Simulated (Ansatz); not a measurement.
**InF (SMILES [F][In]): the energy, rung by rung**

The species is InF (2 atoms), meant as a singlet with charge 0. As SMILES, `[F][In]`. Geometry: a GFN2-xTB relaxation, a rough one for these elements and not checked as a minimum.

```tsv
atom	x (Å)	y (Å)	z (Å)
F	0.0000	0.0000	0.0000
In	0.0000	0.0000	2.0255
```

Each level gives the energy change with the F1–In2 bond stretched from 2.025 to 4.051 Å (eV). The values are calculated.

```csv
level,kind,program,value (eV),CPU time (all runs)
HF/STO-3G (restricted),Hartree–Fock,Ansatz,8.39,0.75 s
SVWN5/STO-3G (restricted),LDA,Ansatz,6.76,2.2 s
BHLYP/STO-3G (restricted),global hybrid,Ansatz,7.57,2.5 s
CAM-B3LYP/STO-3G (restricted),range-separated hybrid,Ansatz,?,2.9 s
HSE06/STO-3G (restricted),range-separated hybrid,Ansatz,?,5 s
wB97M-V/STO-3G (restricted),range-separated hybrid,Ansatz,7.81,23 s
RPA@PBE/STO-3G (restricted),RPA,Ansatz,3.26,6 s
FCI/STO-3G,exact in the basis,Ansatz,4.22,2.4 s
```

Problem. Estimate the missing values from the other rows.

Solution. As computed at these levels: CAM-B3LYP/STO-3G (restricted): 7.65 eV; HSE06/STO-3G (restricted): 7.04 eV. Spin-restricted single references rise too steeply as a bond breaks, Hartree–Fock most of all. All-electron rows without a relativistic Hamiltonian named are non-relativistic. The first shape isn't each level's own minimum. The values span 3.26 to 8.39 eV. All rows use very small basis sets, so even the best lies far from the true value. CPU times are rough (shared hosts, several kinds of processor): they show what a rung costs within a factor of a few.

Stretching InF costs 4.22 eV in the exact treatment within the basis, while every restricted Hartree–Fock or density-functional row lies well above that. RPA, at 3.26 eV, comes closest but errs in the opposite direction, so its recovery of correlation is not a quantitative success.

The bond is a strongly polar σ bond between F 2p and In 5p, with the In 5s pair largely nonbonding. As the overlap fades, the bonding and antibonding combinations draw together and configurations with different charge distributions compete. A minimal basis has no diffuse functions for fluoride, which probably penalises the ionic configuration and brings this competition to shorter distances than in the real molecule. Among the restricted mean-field rows, the cost runs from 6.76 eV for the local functional to 8.39 eV for Hartree–Fock, with all the hybrids between, probably because local exchange mimics part of the missing static correlation. A single stretched point doesn't establish the dissociation limit, so none of these values can be read as a bond energy.
